# Branching optical crosstalk and the generalised Poisson law of a Geiger-mode cell array

A Geiger avalanche emits light, because hot carriers in the multiplication layer radiate over a broad spectrum. Some of this light is absorbed in other cells and fires them, and these cells emit in turn. The statistics below hold for any array whose output is the number of fired cells: a silicon photomultiplier (SiPM), or an InGaAs/InP array with summed or per-pixel readout.

## Premises

Let $n$ be the number of cells that fire within one readout window.

1. **Primaries.** The number of primary avalanches (photon or dark events, detection efficiency included) is Poisson with mean $\mu$.
2. **Offspring.** Every fired cell, primary or not, directly fires a Poisson number of other cells with mean $\lambda$.
3. **Independence.** Offspring numbers are independent of one another and of the primaries, and have the same law for every cell and generation.
4. **No blocking.** Every target cell is armed, and no cell is hit twice.
5. **Full collection.** All generations fall inside the window, and each fired cell counts as one.

Premise 2 has a physical basis. An avalanche passes $N_c$ carriers, each radiating a useful photon with small probability $\eta$, so the photon number is Poisson with mean $N_c\eta$. Let each photon independently fire another cell with probability $q$. The probability generating function (PGF) of a count $X$ is $\langle z^X\rangle$. One photon has PGF $1-q+qz$ and a Poisson number of mean $a$ has PGF $e^{a(z-1)}$. A sum of a random number of independent terms has the composed PGF, here

$$\phi(z)=e^{N_c\eta\,(1-q+qz-1)}=e^{\lambda(z-1)},\qquad \lambda=N_c\eta q .$$

## Step 1: one primary and its cluster

Let $M\ge1$ be the number of cells fired by one primary, itself included, with $B_k=P(M=k)$ and $B(z)=\sum_k B_kz^k$. If the primary has $X$ direct offspring, premise 3 makes each the root of an independent copy of the same process (a Galton–Watson process), so $M=1+M_1+\dots+M_X$. The 1 gives a factor $z$ and the random sum gives $\phi(B)$:

$$B(z)=z\,e^{\lambda(B(z)-1)} .$$

## Step 2: Poisson many primaries

The count $n$ is the sum of a Poisson number of independent clusters, so by the same composition rule

$$G(z)=\sum_k P(k)z^k=e^{\mu(B(z)-1)} .$$

Since $B(0)=0$, $P(0)=e^{-\mu}$. Crosstalk cannot change the probability of an empty window.

## Step 3: extracting the coefficients

Both $B$ and $G$ have the form $H(B(z))$, with $H(w)=w$ or $H(w)=e^{\mu(w-1)}$. Write $[z^k]$ for the coefficient of $z^k$. For $k\ge1$ the coefficient of $z^k$ in a power series is $1/k$ times that of $z^{k-1}$ in its derivative, and Cauchy's formula gives

$$[z^k]\,H(B(z))=\frac1k\,\frac1{2\pi i}\oint \frac{H'(B(z))\,B'(z)\,dz}{z^k},$$

on a small counter-clockwise loop about $z=0$. Substitute $w=B(z)$, so $dw=B'dz$ and, from Step 1, $z=w/\phi(w)$. Because $B(0)=0$ and $B'(0)=e^{-\lambda}\neq0$, the map is one-to-one near the origin and the loop becomes a single loop about $w=0$. Then

$$[z^k]\,H(B(z))=\frac1k\,\frac1{2\pi i}\oint\frac{H'(w)\,\phi(w)^k}{w^k}\,dw=\frac1k\,[w^{k-1}]\,H'(w)\,\phi(w)^k ,$$

which is Lagrange inversion.

**Cluster size.** With $H'=1$ and $\phi^k=e^{-k\lambda}e^{k\lambda w}$, the coefficient of $w^{k-1}$ is $e^{-k\lambda}(k\lambda)^{k-1}/(k-1)!$. Dividing by $k$ gives the Borel distribution (Borel 1942):

$$B_k=\frac{(k\lambda)^{k-1}e^{-k\lambda}}{k!},\qquad k=1,2,\dots$$

**Total count.** Now $H'\phi^k=\mu\,e^{-\mu-k\lambda}\,e^{(\mu+k\lambda)w}$, whose $w^{k-1}$ coefficient is $\mu e^{-\mu-k\lambda}(\mu+k\lambda)^{k-1}/(k-1)!$. Dividing by $k$,

$$\boxed{P(k)=\frac{\mu\,(\mu+k\lambda)^{k-1}\,e^{-\mu-k\lambda}}{k!}}$$

At $k=0$ this gives $e^{-\mu}$, so it covers all $k\ge0$, and at $\lambda=0$ it is the Poisson law. It is the generalised Poisson distribution of Consul and Jain (1973), applied to SiPM crosstalk by Vinogradov (2012).

## Step 4: normalisation and tail

$B(1)=\sum_kB_k$ is the probability that the cluster is finite. Let $s_g$ be the probability that generation $g$ is empty, with the primary as generation 0. Then $s_0=0$, and $s_{g+1}=\phi(s_g)$ because every offspring line must die out within $g$ generations. As $\phi$ is increasing, $s_g$ climbs to the smallest root of $s=\phi(s)$ in $[0,1]$. The value $s=1$ is always a root, $\phi$ is strictly convex, and $\phi'(1)=\lambda$. For $\lambda\le1$ the curve lies above its tangent at $s=1$, hence above the line $s$ on $[0,1)$, so $B(1)=1$ and $G(1)=1$. For $\lambda>1$ the curve is below the line just left of 1 and above it at 0, so a smaller root exists. The $B_k$ then sum to less than one, and the deficit is the probability of a runaway that only the finite array stops.

Stirling's formula $k!\simeq\sqrt{2\pi k}\,(k/e)^k$ gives

$$B_k\simeq\frac{(\lambda e^{1-\lambda})^k}{\lambda\sqrt{2\pi}\,k^{3/2}} .$$

For $\lambda<1$, $\lambda e^{1-\lambda}<1$, so the tail decays exponentially and all moments exist.

## Step 5: mean and variance

Define $K(t)=\ln B(e^t)$, whose first two derivatives at $t=0$ are the mean and variance of $M$, with $K(0)=0$ for $\lambda<1$. The logarithm of Step 1 is $K=t+\lambda(e^K-1)$. Differentiating once and twice,

$$K'(1-\lambda e^K)=1,\qquad K''(1-\lambda e^K)=\lambda e^K K'^2 .$$

At $t=0$,

$$\langle M\rangle=\frac1{1-\lambda},\qquad \mathrm{Var}\,M=\frac{\lambda}{(1-\lambda)^3}.$$

The mean is the sum $1+\lambda+\lambda^2+\dots$ over generations. For the total, $\ln G(e^t)=\mu(e^K-1)$ has derivatives $\mu e^KK'$ and $\mu e^K(K''+K'^2)$. Since $\lambda/(1-\lambda)^3+1/(1-\lambda)^2=1/(1-\lambda)^3$,

$$\langle n\rangle=\frac{\mu}{1-\lambda},\qquad \mathrm{Var}\,n=\frac{\mu}{(1-\lambda)^3}.$$

## Step 6: excess noise factor and crosstalk probability

The excess noise factor (ENF) is the relative variance of the output divided by that of the input, which is $1/\mu$ for Poisson primaries:

$$\mathrm{ENF}=\mu\,\frac{\mathrm{Var}\,n}{\langle n\rangle^2}=\frac{\langle M^2\rangle}{\langle M\rangle^2}=\frac1{1-\lambda}.$$

It differs from the Fano factor, $\mathrm{Var}\,n/\langle n\rangle=1/(1-\lambda)^2$. The signal-to-noise ratio $\langle n\rangle/\sqrt{\mathrm{Var}\,n}$ falls from $\sqrt\mu$ to $\sqrt{\mu(1-\lambda)}$.

The crosstalk probability is the chance that an isolated primary fires at least one more cell:

$$p_{xt}=1-B_1=1-e^{-\lambda},\qquad \mathrm{ENF}=\frac1{1+\ln(1-p_{xt})}.$$

On the bench $p_{xt}$ is the dark rate above a threshold of 1.5 fired cells divided by the rate above 0.5, with accidental coincidences removed. The parameter $\lambda$ equals $p_{xt}$ only to first order.

A pulse-height histogram gives $\mu=-\ln P(0)$ and then three estimates:

$$\lambda=\ln\frac{\mu P(0)}{P(1)}=1-\frac{\mu}{\langle n\rangle}=1-\sqrt{\frac{\langle n\rangle}{\mathrm{Var}\,n}} .$$

If they disagree beyond their statistical spread, a premise has failed.

## Range of validity

**Subcritical coupling.** The moments need $\lambda<1$. They grow fast as $\lambda\to1$, where clusters become large and premise 4 fails first.

**Non-Poisson offspring.** For any offspring law with mean $\lambda$, variance $\sigma^2$ and cumulant function $\psi$, Step 1 reads $K=t+\psi(K)$. The same two differentiations give $\langle M\rangle=1/(1-\lambda)$, $\mathrm{Var}\,M=\sigma^2/(1-\lambda)^3$ and

$$\mathrm{ENF}=1+\frac{\sigma^2}{1-\lambda}.$$

If only $N$ equivalent neighbours can be fired, the law is binomial, $\sigma^2=\lambda(1-\lambda/N)$, and the ENF drops by $\lambda^2/[N(1-\lambda)]$. If the avalanche charge has relative rms spread $\kappa$, the law is a Poisson mixture with $\sigma^2=\lambda+\kappa^2\lambda^2$, and the excess $\mathrm{ENF}-1$ rises by the fraction $\kappa^2\lambda$.

**Blocking.** The parent is one of the $N$ targets of its child and has already fired, so with probability $\epsilon\approx\lambda^2/N$ a chain of three cells stops at two. This removes $\epsilon$ from $\langle M\rangle$ and $(9-4)\epsilon=5\epsilon$ from $\langle M^2\rangle$, and lowers $\langle M^2\rangle/\langle M\rangle^2$ by $5\epsilon-2\epsilon=3\epsilon$. Together with the binomial term, the ENF drops by $4\lambda^2/N$ to order $\lambda^2$. A fraction $\langle n\rangle/N_{cells}$ of the array is also disarmed, lowering $\lambda$ by about that fraction, so the law needs $\langle n\rangle\ll N_{cells}$.

**Non-uniform coupling.** If $\lambda$ depends on position, $\langle M\rangle=1+\lambda$ and $\langle M^2\rangle=1+3\lambda$ to first order are linear in $\lambda$, so the array average $\bar\lambda$ enters. The spread shows up at order $\lambda^2$.

**Timing.** A gate that closes early cuts off late generations. Afterpulses refire the same cell, possibly before full recharge, and break premises 4 and 5. They are strong in InP and must be suppressed by hold-off or modelled separately. Spread of the single-cell pulse height adds further noise to an analogue sum.

## Illustration: a back-illuminated InGaAs/InP array

Take the central cell of a $32\times32$ array of pitch $p=50$ µm, with active diameter 20 µm, depletion width 3 µm, stray capacitance 30 fF, overbias 3 V and substrate thickness $t=200$ µm. These are illustrative inputs. Trenches are assumed to block the direct path to neighbours, and the back surface is anti-reflection coated and faces air.

**Carriers.** With the compiled static permittivity of InP, 12.34 (Rakita 2019), used for the whole depleted stack, the junction capacitance is $\varepsilon_0\varepsilon_rA/W=11.4$ fF. Discharging 41.4 fF by 3 V passes $N_c=7.8\times10^5$ carriers.

**Spectral window.** Light above the InP gap, compiled as 1.35 eV at 300 K (Wing 2021), that is shorter than 918 nm, cannot cross the substrate. Light below the gap of lattice-matched InGaAs, approximately 0.75 eV or 1.65 µm, is hardly absorbed. Assume $\eta=5\times10^{-5}$ photons per carrier in between, which gives 39 photons per avalanche.

**Path.** A photon emitted downward in the InP multiplication layer at angle $\theta$ to the normal crosses the absorber of its own cell, reflects at the back surface and returns at radius $r=2t\tan\theta$. Take the InP index as $n_1=\sqrt{9.6}=3.10$ from the compiled high-frequency permittivity (Rakita 2019). The critical angle is $\theta_c=\arcsin(1/n_1)=18.8^\circ$. Rays inside that cone escape and the rest are totally reflected, landing beyond $2t\tan\theta_c=136$ µm. With $u=\cos\theta$, isotropic emission has density $du/2$. The limits are $u_c=\cos\theta_c=0.946$ and, for the array half-width of 0.8 mm, $u_R=0.447$. In the absorber, of approximate index $n_2=3.5$, Snell's law gives the direction cosine $v=\sqrt{1-(n_1/n_2)^2(1-u^2)}$. For an assumed optical thickness $\alpha d=1$ at normal incidence, and without Fresnel losses at the heterointerfaces, the fraction that survives the first pass and is absorbed on return is

$$J=\frac12\int_{u_R}^{u_c}e^{-1/v}\left(1-e^{-1/v}\right)du=0.049 .$$

The active fill fraction is $f=\pi(10)^2/50^2=0.126$. With an assumed avalanche trigger probability of 0.5,

$$\lambda=39\times0.126\times0.049\times0.5=0.12 .$$

The estimate is good to about a factor of two. A reflecting top contact could double it by returning the upward half of the light. A much larger array would add up to 0.027 to $J$ from $u<u_R$. An edge cell loses up to about half of its targets, and a corner cell about three quarters. The cumulative crosstalk of such arrays typically lies between a few per cent and a few tens of per cent, and $\eta$ was chosen to place the model in that range.

**Statistics of the model.** Treating $\lambda=0.12$ as exact and uniform, $p_{xt}=0.113$, $\langle M\rangle=\mathrm{ENF}=1.136$, the Fano factor is 1.291 and the signal-to-noise ratio is multiplied by 0.938. Dark clusters have $B_1=0.887$, $B_2=0.094$, $B_3=0.015$, and $B_{k+1}/B_k$ tends to 0.289. For $\mu=2$, $\langle n\rangle=2.27$ and $\mathrm{Var}\,n=2.93$.

| $k$ | 0 | 1 | 2 | 3 | 4 | 5 | $\ge6$ |
|---|---|---|---|---|---|---|---|
| Generalised Poisson | 0.135 | 0.240 | 0.238 | 0.175 | 0.106 | 0.057 | 0.048 |
| Poisson, mean $\mu$ | 0.135 | 0.271 | 0.271 | 0.180 | 0.090 | 0.036 | 0.017 |
| Poisson, mean $\mu/(1-\lambda)$ | 0.103 | 0.234 | 0.266 | 0.202 | 0.115 | 0.052 | 0.029 |

A Poisson law rescaled to the right mean underestimates both the empty windows and the tail that sets the false-alarm rate of a coincidence threshold.

**Premises in this model.** From $u=2t/\sqrt{4t^2+r^2}$, $|du/dr|=u^3r/4t^2$, so the landing density per unit area is $\tfrac12e^{-1/v}(1-e^{-1/v})\,u^3/(8\pi t^2)$. It peaks at $u_c$, where one cell of area $p^2$ takes 0.5 % of $J$. For unequal targets $\lambda^2/N$ becomes the sum of squared single-cell probabilities, at most $0.005\lambda^2$, so the binomial and parent-blocking terms together lower the ENF by at most about $4\times0.005\lambda^2=3\times10^{-4}$. Coupling confined to four neighbours would lower the ENF by $4\lambda^2/N=0.014$ at leading order, about a tenth of the excess of 0.136. The occupancy is 0.2 %, and an assumed charge spread $\kappa=0.3$ raises the excess by 1 %. The largest departure is the fall of $\lambda$ toward the edges, so the model's array-averaged crosstalk lies below the central-cell value of 0.12.